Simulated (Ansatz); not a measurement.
All numbers below come from DFT PBE, scalar-relativistic, plane waves, PAW in Ansatz 0.2.0. All cells share a 420 eV cutoff and Γ-centred k meshes spaced at most about 0.3 Å⁻¹ (about 0.25 or finer for metals, 2π included). No spin polarisation in the final relaxations.

Temperature and zero-point effects are left out.

Two relaxed structures of BeS₄:

A.

```xyz
5
Lattice="-2.7531 2.7531 2.7531 2.7531 -2.7531 2.7531 2.7531 2.7531 -2.7531" Properties=species:S:1:pos:R:3 pbc="T T T"
Be    0.0000    0.0000    0.0000
S     1.3766    1.3766   -1.3766
S     1.3766   -1.3766    1.3766
S    -1.3766    1.3766    1.3766
S     1.3766    1.3766    1.3766
```

B.

```xyz
5
Lattice="5.0958 0.0000 0.0000 -2.5479 4.4131 0.0000 0.0000 0.0000 4.9053" Properties=species:S:1:pos:R:3 pbc="T T T"
Be    0.0000    0.0000    0.0000
S     0.0000    2.9421    3.4123
S     0.0000    2.9421    1.4930
S     2.5479    1.4710    1.4930
S     2.5479    1.4710    3.4123
```

**Question.** Which form is favoured at zero pressure, and by what margin per atom?

**Answer.** A is lower, by 159 meV/atom. A has space group Im-3m (No. 229), 16.7 Å³/atom and no gap on its mesh; B has space group P6/mmm (No. 191), 22.1 Å³/atom and no gap. Counting S atoms around Be (those within 1.25 times the shortest such distance or 1.15 times the sum of covalent radii; the shortest distance is added where it exceeds 1.18 times the sum of covalent radii), A has Be 8 from 2.4 Å and B has Be 12 from 3.3 Å. B holds S–S pairs (shortest 1.92 Å); in A the shortest S–S distance is 2.75 Å. Even the lower one lies +0.57 eV/atom against the reference forms of the elements (uncorrected), so neither is stable at this level. In A, Be has 8 S at 2.38 Å; around S lie 2 Be at 2.38 Å and 6 S at 2.75 Å. In B, around Be lie 12 S at 3.30 Å (long against covalent radii, as for large ions); around S lie 1 S at 1.92 Å, 4 S at 2.94–2.99 Å and 3 Be at 3.30 Å. Both come from invented guesses. A third cell relaxed alike, in Cmmm, lies 0.38 eV/atom below the lower of the two.

No dispersion correction is applied, so the spacing and binding between layers, chains or molecules are poorly described (P6/mmm), and this can change margins and order among such cells. A magnetic state wasn't ruled out in cells without spin, among them Im-3m. Cells relaxed within their symmetry can be saddle points.

The preference for A over B probably reflects Be–S bonding gained at the expense of S–S bonding. B keeps short, S₂-like pairs but leaves Be in an oversized cage, with contacts of 3.30 Å that are far too long for appreciable bonding to such a small cation. A brings sulfur to 2.38 Å, still stretched compared with the tetrahedral bonds of BeS, and gives up normal S–S single bonds for a network of contacts at 2.75 Å.

Neither form achieves what the chemistry favours: fourfold-coordinated Be alongside sulfur chains or rings with closed shells. In B, two electrons from Be shared over two S₂ units would leave the π* levels partly filled, consistent with the missing gap.

A is also the denser form, so modest compression should initially favour it further over B. The ranking doesn't identify a ground state: the Cmmm cell is lower, yet still above the elements, and BeS plus sulfur, the natural decomposition products, should be a stricter test still.
